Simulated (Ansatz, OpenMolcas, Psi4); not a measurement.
**Errors in the dipole moment**

10 molecules with halogens; the dipole moment in D, computed less measured. Shapes, held fixed at every level: PBE0-D4/def2-TZVP. No vibrational averaging. Dipoles are compared by magnitude; molecules under 1 D, whose direction can flip, are left out. Programs: Ansatz 0.2.0, OpenMolcas 26.06, Psi4 1.11. A level may come from different programs for different species; with the same settings they agree closely. Measured values: NIST CCCBDB.

Levels: A = HF/STO-3G; B = r2SCAN-D4/def2-TZVPP; C = B3LYP/6-31G* (spherical functions); D = wB97M-V/def2-TZVPP.

| molecule | measured | A | B | C | D |
| --- | --- | --- | --- | --- | --- |
| BrF (bromine fluoride) | 1.42 | -1.35 | -0.17 | -0.09 | +0.02 |
| NOF (nitrosyl fluoride) | 1.81 | -1.44 | -0.48 | -0.70 | -0.36 |
| AsF3 (arsenic trifluoride) | 2.59 | -1.32 | -0.28 | -0.32 | -0.06 |
| CHCl2F (dichlorofluoromethane) | 1.29 | +0.48 | -0.06 | +0.05 | -0.04 |
| SO2F2 (sulfuryl fluoride) | 1.12 | +0.32 | +0.02 | +0.06 | +0.04 |
| C2F3N (cyanotrifluoromethane) | 1.33 | +0.08 | +0.16 | +0.14 | +0.07 |
| C2H3Cl (SMILES C=CCl) | 1.45 | +0.61 | -0.09 | +0.06 | -0.07 |
| C2H3F (SMILES C=CF) | 1.43 | -0.55 | -0.17 | -0.23 | -0.09 |
| C2H3ClO (acetyl chloride) | 2.72 | -0.09 | +0.08 | +0.05 | +0.06 |
| C2H5Br (bromoethane) | 2.03 | -0.15 | +0.18 | +0.21 | +0.10 |

Question: Sum up the errors.

Answer: 
```tsv
level	kind	mean error	mean absolute error	worst case
HF/STO-3G	Hartree–Fock	-0.341	0.639	NOF
r2SCAN-D4/def2-TZVPP	meta-GGA	-0.081	0.169	NOF
B3LYP/6-31G* (spherical functions)	global hybrid	-0.077	0.191	NOF
wB97M-V/def2-TZVPP	range-separated hybrid	-0.033	0.091	NOF
```

On this set wB97M-V/def2-TZVPP has the smallest mean absolute error and HF/STO-3G the largest. No level errs clearly to one side. All levels miss NOF on one side, which points to its shape or to the tabulated value. The levels differ in basis as well as in method. The tabulated values of NOF, C2F3N are in doubt (older tables, estimates, or at odds with other calculations) and kept here. Over the 8 molecules whose values aren't doubted the mean absolute errors are A 0.609; B 0.131; C 0.134; D 0.060. Relativity is left out for As, Br. The set is small.

HF/STO-3G has the largest mean error of the four levels, -0.341 D, and even that is reduced by errors of opposite sign. It makes BrF, AsF3 and vinyl fluoride too weakly polar, but vinyl chloride and CHCl2F too strongly polar. A minimal basis gives fluorine no room to expand as it gains charge, and chlorine no d functions to polarise its density, which probably accounts for both signs. The near-correct value for acetyl chloride then suggests cancellation between the C=O and C–Cl contributions rather than a sound density. Hartree–Fock in a large basis usually exaggerates polarity, so the deficits in the fluorides say little about the method itself.

r2SCAN and wB97M-V share a basis, and wB97M-V is closer to the measured value for every molecule except SO2F2, where both errors are tiny; its exact exchange may curb excessive charge delocalisation. The order of r2SCAN and B3LYP isn't meaningful, as their mean absolute errors over the undoubted values, 0.131 and 0.134, are practically equal.
